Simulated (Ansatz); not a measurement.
## A small benchmark: atomisation enthalpy at 298 K

8 molecules holding an element past argon; the atomisation enthalpy at 298 K in kJ/mol, computed less measured. Shapes, held fixed at every level: PBE0-D4/def2-TZVP. Flexible molecules stand in one conformer, not always the lowest. Thermal terms are harmonic and unscaled (PBE0-D4/def2-TZVP); the spin-orbit lowering of the free atoms is taken from their spectra. Programs: Ansatz 0.2.0. Measured values: Active Thermochemical Tables, CRC Handbook of Chemistry and Physics, NIST-JANAF tables.

Levels: A = BHLYP-D4/def2-TZVPP; B = PBE0-D4/def2-TZVPP; C = MP2/def2-TZVPP.

```csv
molecule,from tabulated heats,A,B,C
ICl (iodine monochloride),211,-47,-9,-16
H2Te (SMILES [TeH2]),533,+1,+5,-14
CBrClF2 (SMILES FC(F)(Cl)Br),1551,-148,+19,+38
CH2I2 (diiodomethane),1247,-63,+10,+5
CHI3 (iodoform),1004,-60,+42,+61
GeF4 (tetrafluorogermane),1880,-142,-33,+106
SiH3I (SMILES [SiH3]I),1213,-10,-14,-28
"C2H4I2 (1,2-diiodoethane)",2446,-89,+20,-8
```

Task: Which level does best on this set, which worst, and which err to one side?

Result: 
```tsv
level	kind	mean error	mean absolute error	worst case
BHLYP-D4/def2-TZVPP	global hybrid	-69.8	70.0	CBrClF2
PBE0-D4/def2-TZVPP	global hybrid	+5.0	19.0	CHI3
MP2/def2-TZVPP	perturbation theory	+18.0	34.5	GeF4
```

On this set PBE0-D4/def2-TZVPP has the smallest mean absolute error and BHLYP-D4/def2-TZVPP the largest. BHLYP-D4/def2-TZVPP is too low in 7 of 8. The heats of H2Te, GeF4 come from older tables and can be uncertain by 10 kJ/mol or more. The molecules' own spin-orbit binding is left out, so errors for heavy halides read too negative. Heats of the atoms come from ATcT where it has them. With so many references in doubt the order of the levels isn't settled. The tabulated values of CH2I2, CHI3, SiH3I are in doubt (older tables, estimates, or at odds with other calculations) and kept here. Over the 5 molecules whose values aren't doubted the mean absolute errors are A 85.4; B 17.2; C 36.4. Correlated wave functions converge slowly with the basis. For atoms past krypton def2 sets carry core potentials with scalar relativity. Relativity is left out for Br, Ge. Outer-core shells of Br, Ge, I, Te are correlated, in sets that cover them unevenly. The set is small.

BHLYP's underbinding is the clearest result. It is largest for CBrClF2 and GeF4, which contain no iodine, so missing molecular spin-orbit binding can't be its main source. The likely cause is the large share of exact exchange: semilocal exchange mimics part of the left-right correlation in a bond, and replacing half of it removes more binding than the correlation functional restores. Bonds between atoms rich in lone pairs suffer most, whereas H2Te, with only bonds to hydrogen, is almost unaffected. PBE0 keeps more of that compensation, but its small mean error also reflects cancellation between positive and negative deviations.

MP2's positive mean owes much to GeF4 and doesn't establish general overbinding, since half the molecules err the other way. For GeF4, second-order theory probably exaggerates the correlation gained in strongly polar bonds, though an unbalanced description of the germanium outer core could contribute as well. Agreement in these total energies doesn't show that individual bond strengths are equally well described.
